Quantised heat flow in chiral edge channels: a seminar on integer fillings in GaAs

A channel that conducts in one direction only, fed from a reservoir at temperature T, carries a thermal energy current that contains no velocity, mass or length:

J = c (κ0/2) T², κ0 = π² kB²/(3h) = 9.464×10⁻¹³ W/K² = 5.907×10⁶ eV s⁻¹ K⁻².

The number c is 1 for an electron, a boson or a particle with exclusion statistics, and 1/2 for a Majorana fermion. I derive this, show which combination of modes enters the thermal Hall conductance (the edge argument of Kane and Fisher, 1997) and which a two-terminal conductance, and then treat a GaAs device at filling ν = 2.

Premises and conventions

P1. The electrons are two-dimensional, and the chemical potential μ lies in a bulk gap much larger than kB T.
P2. The two edges of the strip are too far apart to exchange particles or energy.
P3. Contacts are ideal reservoirs: a mode leaving a contact has its μ and T, and a mode arriving is absorbed.
P4. Along the edge no energy is lost to phonons, gates or localised bulk states.

I begin without interactions and add them in step 4. The electron charge is −e. The strip runs along x, is confined in y, and the field is B along −z. Downstream is the direction in which charge signals travel along an edge. J is the energy current minus its ground-state value, counted positive downstream.

Step 1. The velocity drops out

With A = (By, 0, 0), whose curl is −B along z, the Hamiltonian is H = [(p_x + eBy)² + p_y²]/(2m*) + V(y). The wave number k along x is conserved, and (ħk + eBy)²/(2m*) = m* ω_c² (y + k l²)²/2, with ω_c = eB/m* and l² = ħ/(eB). The state is centred at y_k = −k l². For smooth V its energy is E_n(k) = ħω_c(n + 1/2) + V(y_k), plus the Zeeman energy, and its velocity is v = (1/ħ) dE_n/dk = −(l²/ħ) V′(y_k). At the bottom edge V′ < 0, so electrons move along +x; at the top edge they move along −x. All I need from here on is that each spin-resolved level starts at its bulk energy ε_n and rises without bound towards the edge.

A state in length L_x carries particle current v/L_x and energy current E v/L_x. There are L_x dk/2π states in dk. For the bottom edge, with occupation f,

J_E = ∫ (dk/2π) v E f(E) = (1/h) ∫ dε ε f(ε), (1)

because v dk/2π = dε/(2πħ). A slow mode has many states, a fast one few, and the product is 1/h for any dispersion.

Step 2. Electrons

Put the zero of energy at the Fermi level of the unbiased ground state, subtract that state, and let ε_n lie infinitely deep for now. With f = 1/(e^x + 1), x = (ε − μ)/kB T and θ the step function, split

f − θ(−ε) = [f − θ(μ − ε)] + [θ(μ − ε) − θ(−ε)].

The second bracket gives ∫ ε dε from 0 to μ, which is μ²/2. The first equals sign(x)/(e^|x| + 1), which is odd in x. Writing ε = μ + kB T x, the term in μ vanishes and the other gives 2 (kB T)² ∫₀^∞ x dx/(e^x + 1). Expanding 1/(e^x + 1) = Σ (−1)^(n+1) e^(−nx) and using ∫₀^∞ x e^(−nx) dx = 1/n², the integral is Σ (−1)^(n+1)/n² = π²/12. Hence

J = μ²/(2h) + π² kB² T²/(6h). (2)

Particles above μ supply half of the thermal term and holes below μ the other half. The same oddness makes the particle current equal to μ/h with no T in it. The channel has no thermopower, so dJ/dT = κ0 T is the same at fixed μ and at fixed current, and it is a heat conductance without ambiguity.

Question. The level has a bottom. What does that cost?

If ε_n lies D kB T below μ, holes deeper than that do not exist, and ∫_D^∞ x dx/(e^x + 1) ≈ (D + 1) e^(−D) is missing. Relative to π²/6 this is

δ = (6/π²)(D + 1) e^(−D), (3)

which is 1 per cent at D = 6.1. The first empty level adds a term of the same form and opposite sign, with its own D.

Step 3. Other statistics

For bosons without a conserved number, μ = 0 and the branch starts at ε = 0. Equation (1) gives (kB T)²/h times ∫₀^∞ x dx/(e^x − 1) = Σ 1/n² = π²/6, the same as for electrons.

This is no accident. Take Haldane's exclusion statistics (1991) with parameter g, where g = 0 is Bose and g = 1 Fermi, and states counted per channel as in (1). Wu's distribution (1994) is n = 1/(w + g), with x = g ln w + (1 − g) ln(1 + w). Then dx/dw = (w + g)/[w(1 + w)]. The function Φ = ln(1 + 1/w) has dΦ/dw = −1/[w(1 + w)], so dΦ/dx = −n: Φ is the logarithm of the grand partition function per state, and the entropy per state is kB(Φ + x n). By the counting of step 1 the entropy current is S = (kB² T/h) ∫ (Φ + x n) dx. In the variable w,

(Φ + x n) dx/dw = [(w + g) ln(1 + 1/w) + g ln w + (1 − g) ln(1 + w)]/[w(1 + w)].

The terms in g are g[ln(1 + w) − ln w + ln w − ln(1 + w)] = 0. What remains is ln(1 + 1/w)/(1 + w) + ln(1 + w)/[w(1 + w)]. The range is 0 < w < ∞: for g > 0 it covers all real x, a deep sea, and for g = 0, w = e^x − 1 covers x > 0. The substitution u = ln(1 + w) turns the second term into ∫₀^∞ u du/(e^u − 1) = π²/6, and w → 1/w maps the first term on the second. So S = π² kB² T/(3h) = κ0 T for every g. The entropy formula gives ds/kB = x dn per state, hence T dS = dJ − μ dI_N with I_N the particle current; the heat conductance is T dS/dT = κ0 T, and the thermal current is κ0 T²/2.

A Majorana mode is different. Its field is Hermitian, γ(x) = γ(x)†, so γ(−k) = γ(k)†: the states at negative k are no independent holes. The Hamiltonian is Σ_(k>0) ħvk γ(k)†γ(k), number is not conserved, and μ = 0. Equation (1) gives only the particle half,

J = (kB T)²/h × π²/12, c = 1/2, dJ/dT = 4.732×10⁻¹³ W/K² × T.

An ordinary fermion field is ψ = (γ1 + iγ2)/√2, two Majorana fields, and 1/2 + 1/2 = 1.

Question. Then c does depend on statistics?

It does not depend on the exclusion parameter of a full mode. It counts independent degrees of freedom, and the Majorana field has half of them. In conformal field theory c is the central charge. Integer fillings in GaAs have no Majorana mode; it occurs in the paired states proposed for filling 5/2 and on chiral superconductors.

Step 4. Interactions

In GaAs the Coulomb energy is as large as the cyclotron energy, so this step is needed. Linearise mode i at μ with speed v_i and direction η_i = +1 (downstream) or −1. An excess density ρ fills a range 2π|ρ| of k and costs ∫ ħvk dk/2π = πħvρ² per length. Density interactions are quadratic too, so

H = πħ ∫ dx Σ V_ij ρ_i ρ_j,

with V a symmetric matrix of velocities, positive definite for a stable edge. A density wave of wave number q > 0 acting on the filled sea can make qL_x/2π distinct particle–hole pairs. This fixes the commutator [ρ_i(x), ρ_j(x′)] = −(i η_i δ_ij/2π) ∂_x δ(x − x′), that of boson fields. The Heisenberg equation is then ∂_t ρ = −ηV ∂_x ρ, with η = diag(η_i), and the normal modes are bosons whose velocities are the eigenvalues of ηV. Now ηV is similar to V^(1/2) η V^(1/2), which is symmetric and congruent to η. By Sylvester's law of inertia it has as many positive and negative eigenvalues as η. Interactions change speeds and never directions, and by step 3 each boson branch carries κ0 T²/2 at any speed. At ν = 2, V = [[u, w], [w, u]] gives a charge mode at u + w and a neutral mode at u − w, both downstream since u > |w|. A q-dependent Coulomb interaction bends the branches, which (1) ignores.

One by-product is used below. For a single mode the energy current is v × πħvρ² = (h/2e²) I², with I = evρ in magnitude. For a steady current eμ/h this is the μ²/2h of (2).

Step 5. The thermal Hall conductance

If a level is not monotonic near the edge, it crosses μ several times, as in edge reconstruction, where a strip of electrons detaches. In equilibrium the integrand of (1) is a total derivative in k, so the integral depends only on the end points. A crossing with positive slope counts +1 and one with negative slope −1, and extra crossings come in pairs. For an edge at one temperature,

J = (c_down − c_up)(κ0/2) T² = c (κ0/2) T². (4)

This holds beyond any edge model. Join two differently made edges of the same bulk and let all be in equilibrium at T. The state is stationary, so a mismatch of J would have to flow into the bulk, where the T-dependent energy current is exponentially small by P1. Hence c belongs to the bulk phase. If interactions can be switched on slowly in space without closing the gap, the same argument ties the interacting liquid to free Landau levels, and c = ν at integer filling.

With the bottom edge at T_b and the top edge at T_t, the net current along x is c (κ0/2)(T_b² − T_t²) ≈ −c κ0 T (T_t − T_b). With the convention j_x = −κ_xy ∂T/∂y, integrated over the width,

κ_xy/T = c π² kB²/(3h) = c × 9.464×10⁻¹³ W/K², (5)

for B along −z; reversing the field reverses the sign. The particle current μ/h gives a Hall conductance νe²/h, so at integer filling the ratio of κ_xy/T to it has the Wiedemann–Franz magnitude π² kB²/(3e²) = 2.44×10⁻⁸ V²/K².

Question. At uniform temperature (4) is not zero. Is heat flowing in equilibrium?

Energy circulates round the sample, and the two edges cancel in any cross-section. Only the difference between the edges is transport, and that is what (5) contains.

Step 6. Two terminals

Put contacts at x = 0 (T_L) and x = L (T_R), and write ϑ = T². On the bottom edge the downstream modes leave the left contact and the upstream modes leave the right one. If they exchange no energy, the bottom edge carries (κ0/2)(c_down ϑ_L − c_up ϑ_R) along +x and the top edge (κ0/2)(c_up ϑ_L − c_down ϑ_R). The sum is (c_down + c_up)(κ0/2)(ϑ_L − ϑ_R), and the conductance is G = (c_down + c_up) κ0 T.

Now let them exchange energy. As a model, give each group a local temperature and take the exchange per length as (κ0/2)(ϑ_d − ϑ_u)/ℓ. For small differences this is plain linear response, and it defines the length ℓ. Abbreviate a = c_down, b = c_up, Δ = ϑ_d − ϑ_u. The downstream group loses energy as x grows and the upstream group gains it as x falls:

a dϑ_d/dx = −Δ/ℓ, b dϑ_u/dx = −Δ/ℓ.

Subtracting, j = aϑ_d − bϑ_u is constant. Dividing by a and b first, dΔ/dx = γΔ with γ = (a − b)/(abℓ), so Δ(0) = E Δ(L) with E = e^(−γL). The boundary values are ϑ_d(0) = ϑ_L and ϑ_u(L) = ϑ_R. At the two ends

j = (a − b)ϑ_L + bEΔ(L) = (a − b)ϑ_R + aΔ(L),

so Δ(L) = (a − b)(ϑ_L − ϑ_R)/(a − bE). The top edge has L and R interchanged and counts negatively. The total is (a − b)(ϑ_L − ϑ_R)[1 + 2bE/(a − bE)], or

G/(κ0 T) = (a − b)(a + bE)/(a − bE). (6)

For L ≪ ℓ, E → 1 and (6) gives a + b. For L ≫ ℓ it gives |a − b|, through E → 0 if a > b and E → ∞ if a < b, approached exponentially. For a = b the limit is 2a/(1 + L/(aℓ)), an ordinary diffusive decay. A hypothetical reconstructed ν = 2 edge with a = 3, b = 1 has γ = 2/(3ℓ), and G/(κ0 T) is 4 at L = 0, 2.83 at L = ℓ, 2.05 at L = 5ℓ and tends to 2. For an unreconstructed integer edge b = 0 and G = ν κ0 T at any length, however the co-propagating modes share their energy.

Question. Is the sum as well protected as the difference?

No. The difference rests on the bulk gap. The sum needs every normal mode to pass into the contacts without reflection. If opposite modes interact along the edge but not in the contact, density waves are partly reflected where the interaction sets in, and G falls below (a + b) κ0 T without any equilibration.

Step 7. A heated island

A way to expose κ0 is a small floating metal contact joined to cold reservoirs at T0 by N channels in and N out. Let N1 incoming channels be at voltage V and N2 = N − N1 at ground. I assume that the metal absorbs each incoming channel fully and thermalises its electrons at T_m. Charge conservation gives the island voltage N1 V/N. The electrical terms of (2) leave in the island

P = (e²/2h)[N1 V² − N (N1 V/N)²] = (e²V²/2h) N1 N2/N. (7)

Naively P = N (κ0/2)(T_m² − T0²). But the island has a capacitance C. Each outgoing current is (e²/h) Q/C plus a thermal fluctuation emitted at T_m. Let α be the summed incoming fluctuation, σ the summed emitted one, and τ = hC/(Ne²). At frequency ω, −iωQ = α − Q/τ − σ, so the summed outgoing fluctuation is

Q/τ + σ = (α − iωτ σ)/(1 − iωτ).

Since energy current is (h/2e²) Σ I², an orthogonal rotation of the N channels isolates this symmetric combination as one boson mode. α and σ are independent, with weights 1/(1 + ω²τ²) and ω²τ²/(1 + ω²τ²). For kB T ≪ ħ/τ the mode leaves as it came and removes no heat, while the other N − 1 combinations do not see Q. This is heat Coulomb blockade. Because the weight of σ is below ω²τ², and ∫₀^∞ x³ dx/(e^x − 1) = π⁴/15, the symmetric mode removes at most (π⁴/15) kB² (T_m⁴ − T0⁴)/(hΘ²), with Θ = ħ/(kB τ). Divided by the share of one full channel, this is

r ≤ (2π²/5)(T_m² + T0²)/Θ². (8)

The metal also cools into phonons. I take the form usual for a clean metal, ΣΩ(T_m⁵ − T0⁵), with Ω the volume and the lattice at T0. The balance is

P = (N − 1 + r)(κ0/2)(T_m² − T0²) + ΣΩ(T_m⁵ − T0⁵). (9)

Range of validity

Equations (2), (4) and (5) need kB T and eV far below the distance from μ to the nearest extended bulk states, with the thermal correction (3). They need no particular velocity, dispersion or interaction strength. They describe the electrons only: the lattice conducts heat in parallel, and P4 fails on long edges and at higher T, where phonon emission and Coulomb coupling to localised bulk states drain the edge without having to overcome the gap. The difference c_down − c_up appears in G only for L ≫ ℓ, and the sum only for L ≪ ℓ with reflectionless contacts. Between these limits (6) is a model that presumes local temperatures, hence lengths beyond the thermal length ħv/(kB T). Equation (9) needs full transmission into the metal and internal thermalisation faster than escape.

Numbers for GaAs at ν = 2

Compiled inputs: m* = 0.067 m_e and direct gap 1.519 eV (Vurgaftman 2001, 0 K), static dielectric constant 12.87 (Rakita 2019, a 300 K value, adequate for a scale estimate). Assumed as typical: sheet density n = 2.5×10⁻³ nm⁻², |g*| = 0.44, island capacitance C = 3 fF, volume Ω = 3×10⁹ nm³, Σ = 2×10⁹ W m⁻³ K⁻⁵ for a gold-based metal, and base temperature T0 = 10 mK.

The field is B = nh/(2e) = 5.17 T. Then ħω_c = 8.93 meV, the Zeeman energy is 0.13 meV, and the single-particle gap at ν = 2 is 8.80 meV, with μ 4.40 meV from either level at mid-gap. Non-parabolicity enters at relative order ħω_c/E_g = 0.6 per cent, more when the confinement energy is counted, and does not touch c. The magnetic length is 11.3 nm and the Coulomb energy e²/(4πε0 ε l) is 9.9 meV, above ħω_c, which is why steps 4 and 5 matter. At 21 mK, kB T = 1.81 µeV and D = 2.4×10³; the 1 per cent level of (3) would be reached near 8 K. That figure belongs to the clean single-particle model. Disorder broadening typically lowers the usable gap, by tens of per cent or more in poorer samples, and P4 fails long before. At ν = 1 the same density needs 10.34 T, and the bare Zeeman gap of 0.26 meV gives D = 72 at mid-gap, with δ below 10⁻²⁸. Exchange typically makes that gap several times larger, so the bare value errs on the safe side.

At ν = 2, (5) gives κ_xy/T = 1.893×10⁻¹² W/K², and at 10 mK each mode carries 295 eV/s.

For the island take two arms of two channels each, N1 = N2 = 2, and V = 5 µV. The injected current is 2e²V/h = 0.387 nA, eV/kB = 58.0 mK, and (7) gives P = e²V²/2h = 0.484 fW = 3.02×10³ eV/s. With all four channels cooling and no phonons, T_m² = T0² + (3/4π²)(eV/kB)² and T_m = 18.9 mK. The capacitance gives τ = 1.94×10⁻¹¹ s, ħ/τ = 34 µeV and Θ = 0.39 K, far above T_m, so one channel is blocked. Three channels give T_m² = T0² + (1/π²)(eV/kB)² and T_m = 21.0 mK, where (8) bounds r by 0.014. With ΣΩ = 6×10⁻⁹ W/K⁵ the phonon term at 21 mK is 149 eV/s, 5 per cent of P. Solving (9) gives T_m = 20.6 mK, for r = 0 and for r = 0.014 alike.

Question. How much of that number is GaAs?

Very little. The 20.6 mK is the model's, resting on the assumed C, Ω and Σ. GaAs supplies the gap that justifies P1 and the channel count. The 18.9 and 21.0 mK follow from V, T0, the number of cooling channels and kB/e alone. The phonon term shifts the result by 0.4 mK against a step of 2.1 mK for one channel, but it grows as T⁵ against T²: for the same island at 42 mK it would be 0.33 of the three-channel electronic flow, and the count of channels could then be read only by subtracting it.